**Q:** Which bond in this molecule has the most electron density, and why do the germanium bonds have so little?

**A:** Walk from one bonded nucleus to the next along the ridge of highest density. The bond point is the lowest place on that ridge, a mountain pass between two peaks, and the density column gives the height of the pass. The molecule is HC≡C–GeH₂–O–CH₃, with germanium as atom 3 and oxygen as atom 4.

PySCF 2.14.0, PBE0/cc-pVDZ gas-phase single point on the GFN2-xTB geometry of neutral, singlet HC≡C–GeH₂–O–CH₃. Each row is a QTAIM bond critical point, and the energy density is the sum of the kinetic and potential parts. Atoms: 1 and 2 alkynyl C (2 bound to Ge), 3 Ge, 4 O, 5 methyl C, 6 alkynyl H, 7 and 8 H on Ge, 9 to 11 methyl H.

```csv
row,density (a.u.),first atom,second atom,laplacian (a.u.),ellipticity,energy density (a.u.)
1,0.399,1.000,2.000,-1.104,0.004,-0.554
2,0.291,1.000,6.000,-1.221,0.002,-0.338
3,0.281,5.000,9.000,-1.054,0.045,-0.302
4,0.279,5.000,11.000,-1.019,0.048,-0.297
5,0.278,5.000,10.000,-1.015,0.048,-0.296
6,0.252,4.000,5.000,-0.424,0.010,-0.349
7,0.140,3.000,4.000,0.761,0.069,-0.038
8,0.139,3.000,8.000,0.078,0.013,-0.085
9,0.139,3.000,7.000,0.078,0.013,-0.085
10,0.132,2.000,3.000,0.194,0.032,-0.074
```

The triple bond in row 1 has the highest pass, 0.399. Its π orbitals have a node on the axis and add no density there; they help indirectly, by pulling the two carbons close together. The germanium bonds reach on average only about half the density of the C–H bonds. Germanium's valence orbitals are large, so its bonding electrons are spread over more space.

**Q:** Ge–O has 0.140 and Ge–H has 0.139. Is Ge–O the denser bond?

**A:** No, treat them as equal. Rows 4 and 5 show why: these two methyl hydrogens are near mirror images across the molecular plane, yet their densities also differ by one unit in the last digit. Their Laplacians differ by 0.004, and their lengths by only about 0.001 Å. If so slight a change in geometry can move the last digit, a gap of one unit there deserves no chemical explanation.

**Q:** Does equal density at least mean that the bonds are alike in length or bond order?

**A:** It means neither. Ge–O is 0.24 Å longer than Ge–H at the same density. Hydrogen has no inner shell and no lone pairs to repel germanium's electrons, so it can come closer. Bond order fares no better. The Mayer order, which counts shared electron pairs from the orbitals, is 1.03 for both C–O and Ge–O, although the C–O density is nearly twice as high. As a guide to bond order or strength, density at the pass is safest when you compare bonds between the same two elements.

**Q:** If Ge–O and Ge–H have the same density, why is the Laplacian 0.761 in one and 0.078 in the other?

**A:** The height of a pass doesn't tell how steep its sides are. Along the bond the density rises towards both atoms, which gives a positive curvature; across the bond it falls away, which gives two negative ones. The Laplacian is the sum of all three. Of the difference of 0.68 between the two bonds, practically everything lies along the bond, while the curvatures across it are nearly the same.

So Ge–O is a narrow notch where Ge–H is a gentle saddle. A likely explanation is that oxygen draws the valence electrons to itself and leaves little on the germanium side. The pass then lies between the steep outer flank of the germanium core and the steep edge of the oxygen shell. The position of the point fits this: it is 0.83 Å from germanium in Ge–O and 0.89 Å in Ge–H.

One part of this remains open. The notch may already exist when a free germanium atom and a free oxygen atom are simply laid over each other, before any bonding. The density at this point hardly differs from that of such overlaid atoms, which is compatible with the idea but doesn't test the curvature.

**Q:** I learned that a positive Laplacian means a closed-shell, ionic contact. Are all the germanium bonds ionic?

**A:** The energy density column disagrees with that reading. It is the sum $H = G + V$ of the kinetic energy density $G$, which is positive, and the potential energy density $V$, which is negative. $H$ is negative at every point in the table, so the potential part wins, as it does where electrons are shared. The Laplacian asks for more, as the local virial relation shows:

$$\tfrac14\nabla^2\rho = 2G + V .$$

Here $\rho$ is the density. The Laplacian turns negative only when $|V|$ exceeds $2G$, whereas $H$ turns negative as soon as $|V|$ exceeds $G$. Between these limits lies a middle ground, commonly read as polar, partly shared bonding, and all the germanium bonds fall into it. Ge–H, with $|V|/G = 1.81$, is near the shared end; Ge–O, with 1.17, is near the closed-shell end.

**Q:** C–O puzzles me. Its energy density is more negative than that of the methyl C–H bonds, but its Laplacian is weaker. How can both be true?

**A:** The two bonds differ in kinetic energy density. Subtracting $H$ from the virial relation gives $G = \tfrac14\nabla^2\rho - H$, which is 0.24 for C–O and only about 0.04 for the methyl C–H bonds. This positive term offsets much of the negative energy density of C–O when the Laplacian is formed.

A limiting case explains the small value in C–H. Suppose that a single, doubly occupied orbital supplied all the density. At the pass the density has no slope, so the orbital has no slope either, and $G$, which is built from orbital slopes, is zero. C–H comes close to this limit because, in a picture of localised orbitals, one bonding orbital dominates there.

Kinetic energy density at a pass therefore reveals other orbitals that cross it with a slope. The triple bond is the clearest example. Its π orbitals vanish on the axis but change sign there, so they add kinetic energy without adding density. In C–O, orbitals with lone-pair character on oxygen can act in a similar way.

**Q:** Is there an opposite limit, with many orbitals, from which I could estimate $G$ for Ge–O myself?

**A:** Yes, an electron gas whose density varies slowly. Squeezing more electrons into a given volume forces them into orbitals with steeper slopes, so $G$ grows faster than the density. The first correction for a non-uniform gas adds a term for the curvature. Where the density has no slope, this gives, in atomic units,

$$G \approx 2.87\,\rho^{5/3} + \tfrac16\nabla^2\rho .$$

For Ge–O the first term is $2.87 \times 0.140^{5/3} = 0.108$ and the second is $0.761/6 = 0.127$. Their sum, 0.235, is 3 % above the table's 0.228. The formula has no adjustable constants. It also reproduces the finding that Ge–O has about twice the kinetic energy density of Ge–H at equal density: most of the excess comes with the curvature term, that is, with the notch.

Don't read too much into the close match. The correction is larger than the first term, so the density doesn't vary slowly here, and the formula is used outside the range for which it was derived. Converted to energy density, the estimate is $0.761/4 - 0.235 = -0.045$, against $-0.038$ in the table. For $G$, the formula stays within about 15 % of the table at the other germanium bonds and at C–O. It is more than half too high for the triple bond and comes to four or five times the table's value for C–H, where the one-orbital limit is the better starting point. The printed output after this text lists every bond.

**Q:** What would change if carbon stood in place of germanium, or if you used a larger basis set?

**A:** For the element, compare C–O with Ge–O in the same molecule. It is only a stand-in, since this carbon carries three hydrogens and no alkynyl group. With carbon the Laplacian is lower by 1.19, and about 60 % of that change lies along the bond: the notch becomes shallower. The rest lies across it, because carbon's compact orbitals concentrate more density around the axis.

The partner of germanium matters in the same way. The curvature along the bond is 0.47 for Ge–H, 0.52 for Ge–C and 1.17 for Ge–O, which is also the order in which the partners attract electrons. Three partners don't make a rule, though. The size of the partner's valence shell and the bond length matter too, so a larger atom that attracts electrons strongly, such as chlorine, needn't follow this order.

As for the basis set, the one used here is small, and Laplacians of polar bonds are sensitive to that choice. The 0.078 of Ge–H is what remains when two much larger curvatures of opposite sign nearly cancel, so a modest shift in either could change it greatly. Don't quote "ten times larger" as a property of the two bonds; the difference of roughly 0.7 should be the sturdier statement, though only a run in a larger basis can show how far it shifts. The calculation also treats germanium without relativity and uses a tight-binding geometry, which is one more reason not to lean on the third digit.

Numerical output:

```
Bond and curvature:
  row  length_A  Mayer_order  deformation_e_per_A3  across_au  along_au
    1     1.203        2.514                 0.741     -1.217    0.1126
    2     1.053        1.062                  0.75     -1.553    0.3323
    3     1.091        0.979                 0.718     -1.412    0.3581
    4     1.093        0.969                 0.701     -1.382    0.3626
    5     1.094        0.969                 0.699     -1.378    0.3626
    6     1.408        1.028                  0.03    -0.8823    0.4583
    7     1.755        1.031                -0.005     -0.414     1.175
    8     1.511        0.897                 0.244    -0.3952    0.4732
    9     1.511        0.897                 0.244    -0.3952    0.4732
   10     1.894        1.021                 0.138    -0.3232    0.5172
Kinetic density:
  row  kinetic_au  V_over_G  kinetic_over_uniform_gas  gas_formula_au  formula_error_percent
    1       0.278     2.993                    0.4477          0.4369                  57.16
    2     0.03275     11.32                   0.08926          0.1634                    399
    3      0.0385     8.844                    0.1112          0.1705                  342.8
    4     0.04225      8.03                    0.1235          0.1722                  307.6
    5     0.04225     8.006                    0.1243          0.1708                  304.3
    6       0.243     2.436                    0.8418           0.218                 -10.29
    7      0.2283     1.166                     2.106          0.2352                  3.051
    8      0.1045     1.813                    0.9758          0.1201                  14.92
    9      0.1045     1.813                    0.9758          0.1201                  14.92
   10      0.1225     1.604                     1.247          0.1306                  6.603
Density of C-C triple bond over mean of C-H bonds (ratio): 1.414
Mean density of Ge bonds over mean of C-H bonds (ratio): 0.4872
Laplacian, row 5 less its near mirror image row 4 (a.u.): 0.004
Length, Ge-O less Ge-H (angstrom): 0.244
Laplacian, Ge-O less Ge-H (a.u.): 0.683
Part of it along the bond (a.u.): 0.7018
Part of it across the bond (a.u.): -0.01875
Laplacian, Ge-O less C-O (a.u.): 1.185
Part of that along the bond (a.u.): 0.7167
Part of that across the bond (a.u.): 0.4683
Distance from Ge to the Ge-O point (angstrom): 0.8272
Distance from Ge to the Ge-H point (angstrom): 0.8947
Kinetic density, Ge-O less Ge-H (a.u.): 0.1237
Same difference from the gas formula (a.u.): 0.1151
```
